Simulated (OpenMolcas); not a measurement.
A ladder of methods for CH4BFO2 (SMILES COB(O)F)

CH4BFO2 has 9 atoms, charge 0, and is taken as a singlet. SMILES: `COB(O)F`. Geometry: relaxed at PBE0-D4/def2-TZVP. This is one conformer, not always the lowest.

```xyz
9

C    -0.6493    0.4913   -1.0859
O    -0.4870    0.6896    0.3046
B     0.3204   -0.0851    1.0495
O     1.0404   -1.1143    0.5247
F     0.4015    0.1877    2.3553
H    -1.7015    0.2852   -1.2914
H    -0.0407   -0.3377   -1.4512
H    -0.3631    1.4070   -1.6066
H     1.5677   -1.5701    1.1840
```

Quantity: the energy change with the B3–F5 bond stretched from 1.336 to 2.406 Å, in eV. The values are calculated.

| level | kind | program | value (eV) | less CCSD(T)/def2-SVP |
| --- | --- | --- | --- | --- |
| HF/def2-SVP (unrestricted) | Hartree–Fock | OpenMolcas | 5.76 | +0.71 |
| BLYP/def2-SVP (restricted) | GGA | OpenMolcas | 4.47 | -0.58 |
| PBE/def2-SVP (restricted) | GGA | OpenMolcas | 4.60 | -0.45 |
| M06-L/def2-SVP (restricted) | meta-GGA | OpenMolcas | 4.84 | -0.21 |
| B3LYP/def2-SVP (restricted) | global hybrid | OpenMolcas | 4.93 | -0.12 |
| BHLYP/def2-SVP (restricted) | global hybrid | OpenMolcas | 5.46 | +0.41 |
| MP2/def2-SVP (restricted) | perturbation theory | OpenMolcas | 5.18 | +0.13 |
| CCSD(T)/def2-SVP (restricted) | coupled cluster or CI | OpenMolcas | 5.05 | 0.00 |

CCSD(T)/def2-SVP (restricted) is the highest level here, not the true value. At this stretch a single reference begins to fail. The first shape isn't each level's own minimum. The values span 4.47 to 5.76 eV.

Stretching the B–F bond is costly at every level, as expected for a strong, polar σ bond reinforced by donation from a fluorine lone pair into the formally empty boron p orbital. Elongation weakens both the σ overlap and this π donation, while the two oxygen donors can only partly make up for the loss at boron.

Among the density functionals, the cost rises with the share of exact exchange: the three without any lie lowest, B3LYP follows and BHLYP is highest, with Hartree–Fock above them all. This probably reflects semilocal exchange mimicking part of the left–right correlation that grows as the bond is stretched. MP2 and CCSD(T) both fall below Hartree–Fock, so correlation lowers the cost of stretching. The closeness of B3LYP to CCSD(T), at -0.12 eV, may owe something to compensating errors and does not establish its accuracy along the rest of the curve. Nor are these energies bond dissociation energies, since the fragments still interact at 2.406 Å and have not relaxed.
